Appendix. Response of the pseudopotential wind force in magnesium to jump geometry, solute, field direction and temperature

A Mg ion can exchange with a vacancy in its own basal plane or in an adjacent plane. The question is how the electron wind on the jumping ion changes, in sign and size, when one feature of the jump is altered: its type, the axial ratio, the path, the jumping ion, the core radius, the field direction or the temperature. Each change is argued first and computed afterwards, in second-order pseudopotential theory of the kind Sorbello applied to electromigration in 1973.

A.1 The force

The wind valence is defined by F = Z_w eE with e > 0, so Z_w < 0 means a push along the electron flow. The electrons are free, with mass m, Fermi wave number k_F, density n = k_F³/3π², relaxation time τ and mean free path l = ħk_F τ/m. The field adds g_k = −eτ E·v_k δ(ε_k − ε_F) to the Fermi function. Centre j at R_j has the screened form factor u_j(q) = ∫ u_j(r) exp(−iq·r) d³r, in energy × volume; the form factor per atom is w = u/Ω₀.

The force on ion i is the gradient of its bare potential weighted by the induced density. In the random-phase approximation a small change δχ of the free-electron response alters that density by δχ u_bare/ε², so the force contains the product of two screened form factors. Because g_k is odd in k, the terms of δχ combine as g_k[1/(Δ + iη) − 1/(Δ − iη)] → −2πi g_k δ(Δ), with Δ = ε_k − ε_k+q, and only elastic scattering survives. With q = k − k′, two spins and volume V,

F_i = (4π/V²) Σ_k,k′ q g_k δ(ε_k − ε_k′) Σ_j u_i u_j cos(q·R_ij).

Symmetrising in k and k′ turns g_k into −(eτħ/2m) E·q δ(ε_k − ε_F). Each sum gives V m k_F/(2π²ħ²) times an angular average, in which q has the weight q dq/2k_F² on 0 to 2k_F and an isotropic direction. Three times the average of q̂_a q̂_b cos(q·R) is A_ab = (j₀ + j₂)δ_ab − 3j₂ R̂_a R̂_b, with spherical Bessel functions of argument qR. The prefactor becomes τm/12π³ħ³, which equals n l m²/(4πħ⁴k_F⁴), so

Z_w(i) = −n l [m²/(4πħ⁴k_F⁴)] ∫₀^(2k_F) q³ Σ_j u_i(q) u_j(q) A(qR_ij) dq, (A1)

with A∥ = j₀ − 2j₂ for the field along R_ij and A⊥ = j₀ + j₂ across it. The term j = i has A = 1 and gives −n l σ_tr, with σ_tr the Born transport cross-section. The perfect lattice scatters only at reciprocal-lattice vectors; dropping those terms leaves the departure from the lattice, in which each empty site carries −u_host. Since n l = ħk_F/(e²ρ), Z_w = −K/ρ and F = −eKj, where j is the current density and K does not depend on the resistivity ρ.

During a jump of length d the defect is the ion, at distance s from its starting site, plus two empty sites. For a host ion the sum over j is u²[1 − A(qs) − A(q(d − s))]. The bias of the jump rate is set by the work W = ∫F·ds, which on a straight path involves only A∥. As A∥(y) = 3j₁′(y), the path average is

K̄ ∝ ∫ q³ u² B(qd) dq, B(y) = 1 − 6j₁(y)/y, y dB/dy = 6j₂(y), (A2)

and W = −eK̄ j·d for the jump vector d.

A.2 Reference case: the basal jump

The model uses Ashcroft's empty core with Lindhard screening. With x = q/2k_F,

u = −Z(π²ħ²/mk_F) φ(x), φ = λ² cos(2k_F r_c x)/[x² + λ²L(x)],

λ² = 1/(πa₀k_F), L = 1/2 + [(1 − x²)/4x] ln[(1 + x)/(1 − x)].

Then K = C ∫₀¹ x³ Z_i φ_i Σ_j (±Z_j φ_j) A dx with C = 4π³ħ/(e²k_F), the minus sign holding for empty sites. Typical inputs for Mg are a = 3.21 Å, c = 5.21 Å, Z = 2 and r_c = 0.74 Å. They give c/a = 1.623, Ω₀ = (√3/4)a²c = 23.25 Å³, n = 0.0860 Å⁻³, k_F = 1.3657 Å⁻¹, λ² = 0.4404, C = 3731 μΩ cm and 2k_F r_c = 2.021. The weight x³φ² peaks at x = 0.42, vanishes at the node x = π/(4k_F r_c) = 0.78, and has 21 % of its area in the back-scattering lobe beyond the node; its integral is 0.00831.

For the basal jump d = a and 2k_F d = 8.768. The self term is 124 μΩ cm and the two empty sites remove 43 on average, so K̄ = 81 μΩ cm. The longitudinal K is 37 μΩ cm on either site, where the self term cancels against the site beneath the ion, and 130 μΩ cm at the midpoint. On a site with the field across the jump K is −22 μΩ cm: the ion beside the vacancy is pushed against the electron flow, but this component does no work on a straight path. At j = 10⁶ A/cm² along the jump |W| = 2.6 μeV, against k_BT = 69 meV at 800 K, so the drift is linear in K̄.

A.3 Basal to non-basal jump

Reasoning. The neighbouring ions do not appear in (A2), so the two jumps differ only in length. The non-basal length is (a²/3 + c²/4)^½ = 3.197 Å, shorter by 0.013 Å or 0.4 %, with 2k_F d = 8.732. B is −1 at y = 0, where ion and empty sites merge into one vacancy, crosses zero at y = 2.5 and tends to 1. Its slope follows j₂, positive up to y = 5.76. The peak of the weight lies at y = 3.7 and the back-scattering lobe where j₂ < 0. With representative values j₂ ≈ 0.25 and −0.1 for the two lobes, dK̄/d ln d ≈ 6(0.79 × 0.25 − 0.21 × 0.1) × 124 = 131 μΩ cm. The shorter jump is the more strongly shadowed by its empty sites, and K̄ should fall by about 0.5 μΩ cm.

Calculation. dK̄/d ln d = 6Z²C ∫x³φ² j₂ dx = 117 μΩ cm, or d ln K̄/d ln d = 1.4. Direct integration gives ΔK̄ = −0.5 μΩ cm, −0.6 %.

For the flux, jumps are weighted by rate Γ times squared projection, correlation neglected. The six basal jumps give Σd_x² = 3a²; the six non-basal ones give Σd_x² = a² and carry all motion along c. In the plane the effective coefficient is (3Γ_b K̄_b + Γ_n K̄_n)/(3Γ_b + Γ_n), and along c it is K̄_n. The in-plane value exceeds the axial one by at most 0.6 %, and by 0.4 % for equal rates.

A.4 Stretching c by 1 % at constant volume

Reasoning. k_F, and with it u(q), is unchanged. The basal length falls by 0.5 %. In the non-basal d² the share of c²/4 is 0.664, so d ln d = 0.664 × 1 % − 0.336 × 0.5 % = +0.50 %. The two K̄ should move by equal and opposite amounts, 117 × 0.005, and change order, crossing at the ideal ratio (8/3)^½ = 1.633. As c/a scales with the 3/2 power of the stretch, the crossing comes at 0.41 %.

Calculation. ΔK̄ = −0.6 μΩ cm (basal) and +0.6 μΩ cm (non-basal); the non-basal value now lies 0.7 μΩ cm above the basal one.

A.5 Bowing the path

Symmetry does not force either path in the hexagonal close-packed lattice to be straight, so a bowed path has to be considered.

Reasoning. Off the line of sites the local force picks up A⊥ and off-diagonal terms, so a change of order (bow/d)² might be expected. But A_ab = −3 ∂_a∂_b j₀(qR)/q², so for fixed E and fixed empty sites A_ab E_b is the gradient of −3E·∇j₀/q², and the self term is a constant force. The work depends on the end points alone.

Calculation. For one Fourier component with qd = 3 and the parabolic path q(X, Y) = (3t, 0.8t(1 − t)), 0 ≤ t ≤ 1, the line integral of A_xx dX + A_yx dY equals 3j₁(3)/q, the straight-path value. ΔK̄ = 0 to this order.

A.6 Changing the jumping ion

For a dilute solute screened by the Mg electron gas, with both empty sites of host type,

K̄ = C[Z_i² ∫x³φ_i² dx − Z_i Z ∫x³φ_i φ (6j₁(y)/y) dx], y = 2k_F d x.

Reasoning. At fixed core the first term grows as Z_i² and the negative second term as Z_i, so K̄ should rise faster than Z_i²: by more than 2.25 for Z_i = 3, and to less than a quarter for Z_i = 1. For Al, with a typical r_c = 0.59 Å, the node moves to x = 0.97. The range 0.5 < x < 0.8, suppressed for Mg, fills in, while the back-scattering lobe disappears; the former gain should win. The second term is drawn mainly from x < 0.5, where both cosines are positive and close to each other, and should hardly change.

Calculation, basal jump. At the Mg core, Z_i = 3 gives 279 − 65 = 214 μΩ cm, a factor 2.7, and Z_i = 1 gives 31 − 22 = 9 μΩ cm. With the Al core the self integral grows by a factor 1.5 and K̄ = 420 − 66 = 354 μΩ cm, a factor 4.4. These are the model's values for the force on the solute during its own exchange; the solute flux depends also on how the vacancy moves around it.

A.7 Changing the host core radius

Reasoning. A larger r_c moves the node inwards, which shrinks the main lobe and enlarges the back-scattering lobe. B is near 1 in the latter and small or negative for x < 0.3, so the two effects should largely cancel, with a tilt towards the back-scattering lobe.

Calculation. d ln K̄/d ln r_c = +0.38 at 0.74 Å, and the derivative is negative at 0.70 Å. K̄ lies near a minimum, so neighbouring choices of r_c do not lower it appreciably.

A.8 Field direction and temperature

Reasoning. At fixed current density F = −eKj contains no ρ, and nothing changes apart from thermal expansion. At fixed field Z_w ∝ 1/ρ. Mg conducts better along c, with typical room-temperature values ρ_a ≈ 4.5 and ρ_c ≈ 3.8 μΩ cm. If this anisotropy is put into τ while the Fermi sphere is kept, which is an assumption of the model, |Z_w| along c should be larger by 18 %, roughly thirty times the geometric effect of A.3 and of opposite sign. Heating to 800 K, where ρ is approximately 13 μΩ cm, should cut |Z_w| to about a third.

Calculation. Z_w = −18 for the basal jump with E in the plane, −21 for the non-basal jump with E along c, and −6.2 for the basal jump at 800 K.

A.9 Summary of the model's responses

Change | K̄ or ΔK̄ (μΩ cm) | Remark
Basal reference | 81 | Z_w = −18 at 4.5 μΩ cm
Non-basal jump | −0.5 | −0.6 %
c + 1 %, basal / non-basal | −0.6 / +0.6 | order reversed
Bowed path | 0 | exact for fixed sites
Z_i = 1 / 3, Mg core | 9 / 214 | steeper than Z_i²
Al solute | 354 | factor 4.4
E along c | as non-basal | Z_w = −21
800 K | as reference | Z_w = −6.2

A.10 Neglected terms and standing of the numbers

Relaxation rivals the geometric effects. If neighbours of a vacancy lean towards it by a typical δ ≈ 0.03 Å, the jumping ion loses a stretch δ at each end of its path, worth (2δ/d) × 37 = 0.7 μΩ cm in K̄, and the readjusting neighbours return an amount of similar order that depends on their directions. This is as large as the shifts in A.3 and A.4, whose sign is therefore that of the unrelaxed model only. Moving neighbours also void the path independence of A.5, which holds for fixed centres.

The finite mean free path, 145 Å at 4.5 μΩ cm and 50 Å at 13 μΩ cm, damps the pair terms by a fraction of order d/l, 2 % and 6 %, nearly the same for both jumps. Third-order terms are of relative order |w|/ε_F = (2/3)φ, which is 0.35 at x = 0.4, where φ = 0.53. They leave K̄ uncertain by tens of per cent, more so for Z_i = 3, and they bring in the lattice neighbours that distinguish the two jumps.

The largest omission is Bragg scattering. The vectors (10-10), (0002) and (10-11) have lengths 2.26, 2.41 and 2.56 Å⁻¹, all below 2k_F = 2.73 Å⁻¹, so the sphere is cut by zone faces and the real Fermi surface has hole-like parts, whose contribution to the wind runs against that of free electrons. With the direct valence taken as Z = 2, the model gives Z* = 2 − 6.2 = −4.2 at 800 K. The effective valence of Mg at such temperatures is typically put near −2, with the ions drifting along the electron flow, so the model has the right sign and is about two units too negative, roughly a factor of two in size. This is the direction expected from leaving out the hole-like parts. What can be taken from (A1) is the ranking of responses within a free-electron metal of the Mg density and geometry: the valence and core of the jumping ion change the wind by factors, and the resistivity changes it in inverse proportion at fixed field. The difference of less than one per cent between basal and non-basal jumps belongs to the unrelaxed second-order model alone. Relaxation, at about 0.9 % of K̄, and the third-order terms both depend on the surroundings of the jump and can exceed it, so (A1) sets no bound on the true difference.